**Splitting the errors in the atomization energy of triplet AlBH2**

The table holds the error of the atomization energy of triplet AlBH2 at Hartree–Fock, MP2, coupled-cluster (program Ansatz) and AFQMC (own program) levels, in aug-cc-pVDZ and at the basis limit, against CCSD(T) at the limit plus a step to CCSDT(Q), with frozen cores. The program separates each error into a basis part and a method part, and uses the molecular energies of the same runs to split the method part into a miss in the molecule and a miss in the atoms. It tests two parameter-free models, one with equal shares of correlation recovered in atoms and molecule and one with exact atoms. The basis costs CCSD(T) 677 meV, of which 193 meV is Hartree–Fock, while the errors of the correlated methods against CCSDT(Q) in the same basis run from $-139$ to $+83$ meV. CCSD and CCSD(T) fall between the two models; MP2 and ph-AFQMC/HF overbind because their atoms are missed by more than the molecule, and both models fail for them.

Atomization energy of neutral triplet AlBH2 at the PBE0/def2-TZVP geometry, computed with Ansatz 0.2.0 and the AFQMC program afq 1. The molecule has a UHF determinant and only electrons outside the noble-gas cores are correlated; rows not marked CBS use the aug-cc-pVDZ basis. The reference level is CCSDT(Q).

## The fit in Python

```python
# Table: error (meV) of the atomization energy of triplet AlBH2 by level (UHF-based HF, MP2, CC from
# Ansatz, own AFQMC; aug-cc-pVDZ or basis limit) against CCSD(T)/CBS + step to CCSDT(Q), frozen cores.
# Tested: error = basis part + method part; method part = miss in atoms - miss in molecule;
# model A (same share of correlation recovered in atoms and molecule), model B (atoms exact).
T = {
    'row_level': ['HF', 'MP2', 'CCSD', 'CCSD(T)', 'ph-AFQMC/HF', 'ph-AFQMC/CISD', 'released AFQMC', 'HF/CBS', 'MP2/CBS', 'CCSD(T)/CBS'],
    'row_error': [-2209.0, -594.0, -816.0, -702.0, -598.0, -683.0, -671.0, -2016.0, 28.0, -25.0],  # meV
    'row_noise': [0.0, 0.0, 0.0, 0.0, 22.0, 4.0, 2.0, 0.0, 0.0, 0.0],  # meV
}
import numpy as np
e = dict(zip(T['row_level'], T['row_error']))
s = dict(zip(T['row_level'], T['row_noise']))
best = 9658.0  # meV, best estimate from the notes to the table
# molecular energies (eV) and noise, further outputs of the same runs, aug-cc-pVDZ
M = {'HF': -7283.86600, 'MP2': -7287.33381, 'CCSD': -7288.18042, 'CCSD(T)': -7288.34131,
     'ph-AFQMC/HF': -7288.27991, 'ph-AFQMC/CISD': -7288.37408, 'released AFQMC': -7288.38972}
Et, Eq, Efree, Erel2, nhf = -7288.37900, -7288.38834, -7288.39073, -7288.38589, 18.6
print('All energies in meV; table rounding 0.5, differences of two rows 1, of three rows 1.5')
print('1. Basis part: limit row minus aug-cc-pVDZ row')
sh = {k: e[k + '/CBS'] - e[k] for k in ('HF', 'MP2', 'CCSD(T)')}
for k in sh:
    print(f'  {k:8s} shift {sh[k]:4.0f} ({100*sh[k]/best:.1f} % of best estimate), beyond HF {sh[k]-sh["HF"]:4.0f}')
print(f'  HF share of the CCSD(T) shift {100*sh["HF"]/sh["CCSD(T)"]:.0f} %; MP2 shift less CCSD(T) shift {sh["MP2"]-sh["CCSD(T)"]:.0f}')
cb = {k: (e[k] - e['HF'], e[k + '/CBS'] - e['HF/CBS']) for k in ('MP2', 'CCSD(T)')}
for k, (a, b) in cb.items():
    print(f'  correlation binding {k}: small basis {a:.0f}, limit {b:.0f}, ratio {a/b:.3f}')
print(f'  correlation binding of best estimate {-e["HF/CBS"]:.0f} = {-100*e["HF/CBS"]/best:.1f} % of it')
pa = e['MP2/CBS'] - sh['CCSD(T)']
pb = e['HF'] + cb['MP2'][1] * cb['CCSD(T)'][0] / cb['CCSD(T)'][1]
print(f'  MP2 row from CCSD(T) shift: {pa:.0f}, table less this {e["MP2"]-pa:.0f}')
print(f'  MP2 row from CCSD(T) ratio: {pb:.0f}, table less this {e["MP2"]-pb:.0f}')
print(f'  MP2 less CCSD(T): small basis {e["MP2"]-e["CCSD(T)"]:.0f}, limit {e["MP2/CBS"]-e["CCSD(T)/CBS"]:.0f}')
ref = e['CCSD(T)'] - e['CCSD(T)/CBS']
cm = 1e3 * (Eq - M['HF']); db = ref - e['HF']; ca = cm + db
print(f'2. CCSDT(Q) in aug-cc-pVDZ implied at {ref:.0f}')
print(f'  its correlation energy: molecule {cm:.0f}, atoms {ca:.0f}, binding {db:.0f}')
print('  level: error vs CCSDT(Q) +- noise | miss molecule, atoms | recovered % molecule, atoms')
L = [k for k in M if k != 'HF']
d, mm, ma, fm, fa = {}, {}, {}, {}, {}
for k in L:
    d[k] = e[k] - ref; mm[k] = 1e3 * (M[k] - Eq); ma[k] = mm[k] + d[k]
    fm[k] = 1 + mm[k] / cm; fa[k] = 1 + ma[k] / ca
    print(f'  {k:15s}{d[k]:5.0f} +-{s[k]:3.0f} |{mm[k]:6.0f}{ma[k]:6.0f} |{100*fm[k]:6.1f}{100*fa[k]:6.1f}')
print('3. Models: A same share, B atoms exact; prediction and (table less prediction)')
rA, rB = {}, {}
for k in L:
    A = -(1 - fm[k]) * db; B = -mm[k]; rA[k] = d[k] - A; rB[k] = d[k] - B
    print(f'  {k:15s} A {A:5.0f} ({rA[k]:4.0f})   B {B:6.0f} ({rB[k]:5.0f})')
for n, r in (('A', rA), ('B', rB)):
    w = max(r, key=lambda k: abs(r[k]))
    print(f'  model {n}: worst row {w}, {r[w]:.0f}; rms {np.sqrt(np.mean([v*v for v in r.values()])):.0f}')
print('4. Cluster steps (CCSDT is exact for three-electron atoms)')
tm = 1e3 * (M['CCSD'] - M['CCSD(T)']); ta = tm - (e['CCSD(T)'] - e['CCSD'])
q = 1e3 * (Et - Eq); fullm = mm['CCSD'] - q
print(f'  (T): molecule {tm:.0f}, atoms {ta:.0f}, binding {tm-ta:.0f}')
print(f'  full triples: molecule {fullm:.0f}, atoms {ma["CCSD"]:.0f}; (T) gets {100*tm/fullm:.0f} % and {100*ta/ma["CCSD"]:.0f} %')
print(f'  CCSD(T) to CCSDT: molecule {fullm-tm:.0f}, atoms {ma["CCSD(T)"]:.0f}, binding {fullm-tm-ma["CCSD(T)"]:.0f}; (Q) {q:.0f}')
print('5. AFQMC checks')
print(f'  ph-AFQMC/HF less MP2 {e["ph-AFQMC/HF"]-e["MP2"]:.0f} +- {s["ph-AFQMC/HF"]:.0f}; error is {d["ph-AFQMC/HF"]/s["ph-AFQMC/HF"]:.1f} standard errors')
print(f'  ph-AFQMC/HF noise: molecule {nhf:.0f}, atoms implied {np.sqrt(s["ph-AFQMC/HF"]**2-nhf**2):.0f}')
print(f'  trial HF to CISD changes binding by {e["ph-AFQMC/CISD"]-e["ph-AFQMC/HF"]:.0f}; release by {e["released AFQMC"]-e["ph-AFQMC/CISD"]:.0f}')
print(f'  free projection less CCSDT(Q), molecule: {1e3*(Efree-Eq):.1f} +- 4.4')
m2 = 1e3 * (Erel2 - Eq)
print(f'  released row with next-to-last release energy: miss molecule {m2:.0f}, atoms {m2+d["released AFQMC"]:.0f}')
assert e['CCSD'] < e['CCSD(T)'] < ref
assert fa['MP2'] < fm['MP2'] and fa['ph-AFQMC/HF'] < fm['ph-AFQMC/HF']
assert fa['CCSD'] > fm['CCSD'] and fa['CCSD(T)'] > fm['CCSD(T)']
assert sh['CCSD(T)'] > 4 * max(abs(v) for v in d.values())
```

Printed output:

```
All energies in meV; table rounding 0.5, differences of two rows 1, of three rows 1.5
1. Basis part: limit row minus aug-cc-pVDZ row
  HF       shift  193 (2.0 % of best estimate), beyond HF    0
  MP2      shift  622 (6.4 % of best estimate), beyond HF  429
  CCSD(T)  shift  677 (7.0 % of best estimate), beyond HF  484
  HF share of the CCSD(T) shift 29 %; MP2 shift less CCSD(T) shift -55
  correlation binding MP2: small basis 1615, limit 2044, ratio 0.790
  correlation binding CCSD(T): small basis 1507, limit 1991, ratio 0.757
  correlation binding of best estimate 2016 = 20.9 % of it
  MP2 row from CCSD(T) shift: -649, table less this 55
  MP2 row from CCSD(T) ratio: -662, table less this 68
  MP2 less CCSD(T): small basis 108, limit 53
2. CCSDT(Q) in aug-cc-pVDZ implied at -677
  its correlation energy: molecule -4522, atoms -2990, binding 1532
  level: error vs CCSDT(Q) +- noise | miss molecule, atoms | recovered % molecule, atoms
  MP2               83 +-  0 |  1055  1138 |  76.7  62.0
  CCSD            -139 +-  0 |   208    69 |  95.4  97.7
  CCSD(T)          -25 +-  0 |    47    22 |  99.0  99.3
  ph-AFQMC/HF       79 +- 22 |   108   187 |  97.6  93.7
  ph-AFQMC/CISD     -6 +-  4 |    14     8 |  99.7  99.7
  released AFQMC     6 +-  2 |    -1     5 | 100.0  99.8
3. Models: A same share, B atoms exact; prediction and (table less prediction)
  MP2             A  -357 ( 440)   B  -1055 ( 1138)
  CCSD            A   -70 ( -69)   B   -208 (   69)
  CCSD(T)         A   -16 (  -9)   B    -47 (   22)
  ph-AFQMC/HF     A   -37 ( 116)   B   -108 (  187)
  ph-AFQMC/CISD   A    -5 (  -1)   B    -14 (    8)
  released AFQMC  A     0 (   6)   B      1 (    5)
  model A: worst row MP2, 440; rms 188
  model B: worst row MP2, 1138; rms 472
4. Cluster steps (CCSDT is exact for three-electron atoms)
  (T): molecule 161, atoms 47, binding 114
  full triples: molecule 199, atoms 69; (T) gets 81 % and 68 %
  CCSD(T) to CCSDT: molecule 38, atoms 22, binding 16; (Q) 9
5. AFQMC checks
  ph-AFQMC/HF less MP2 -4 +- 22; error is 3.6 standard errors
  ph-AFQMC/HF noise: molecule 19, atoms implied 12
  trial HF to CISD changes binding by -85; release by 12
  free projection less CCSDT(Q), molecule: -2.4 +- 4.4
  released row with next-to-last release energy: miss molecule 2, atoms 8
```
